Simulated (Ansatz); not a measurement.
# Abstraction of H: CHClF2 + CHBrI → CClF2 + CH2BrI

Species: CHClF2 (difluorochloromethane) `FC(F)Cl`, singlet; CHBrI `Br[CH]I`, doublet; CClF2 `F[C](F)Cl`, doublet; CH2BrI `BrCI`, singlet. A radical takes H: the energy is the difference in strength between two C–H bonds in different surroundings.

Shapes, held fixed at every level: PBE0-D4/def2-TZVP. Programs: Ansatz 0.2.0. The zero-point and thermal change to 298 K, harmonic and unscaled (PBE0-D4/def2-TZVP), is +1.0 kJ/mol.

| level | kind | ΔH(298 K) (kJ/mol) | less CCSD(T)/def2-TZVPP |
| --- | --- | --- | --- |
| HF/def2-TZVPP | Hartree–Fock | +17.1 | -4.3 |
| SPW92/def2-TZVPP | LDA | +20.9 | -0.5 |
| r2SCAN-D4/def2-TZVPP | meta-GGA | +17.8 | -3.6 |
| PBE0-D4/def2-TZVPP | global hybrid | +17.2 | -4.2 |
| CCSD(T)/def2-SVP | coupled cluster or CI | +16.9 | -4.5 |
| CCSD/def2-TZVPP | coupled cluster or CI | +22.0 | +0.6 |
| CCSD(T)/def2-TZVPP | coupled cluster or CI | +21.4 | 0.0 |

The highest level, CCSD(T)/def2-TZVPP, gives ΔH(298 K) = +21.4 kJ/mol; the levels span +16.9 to +22.0. The column of differences is taken from that level and isn't an error. No measured value is set beside it here. Open shells run unrestricted unless RO is named. For atoms past krypton def2 sets carry core potentials with scalar relativity. Relativity is left out for Br unless named. Correlated rows may include outer-core shells of Br, I, which these sets cover unevenly.

Hydrogen transfer from CHClF2 to CHBrI is endothermic at every level, so the C–H bond of CHClF2 is the stronger of the two. Fluorine draws p character into the C–F bonds, leaving more s character for C–H, and the CClF2 radical stays pyramidal. In CHBrI, the halogen lone pairs can delocalise the unpaired electron across a flatter centre, which probably adds to the preference for that radical.

Because one C–H bond is exchanged for another, much of the correlation energy cancels, and even Hartree–Fock lies only 4.3 kJ/mol below CCSD(T) in the same basis. Perturbative triples matter little, shifting the CCSD value by just 0.6 kJ/mol, whereas going from def2-SVP to def2-TZVPP raises the CCSD(T) result by 4.5 kJ/mol. The basis is therefore the more sensitive choice, and the closeness of LDA to the highest level probably reflects error cancellation rather than a better description of the bonds. With no larger basis to show convergence, the small differences don't support a ranking of the functionals.
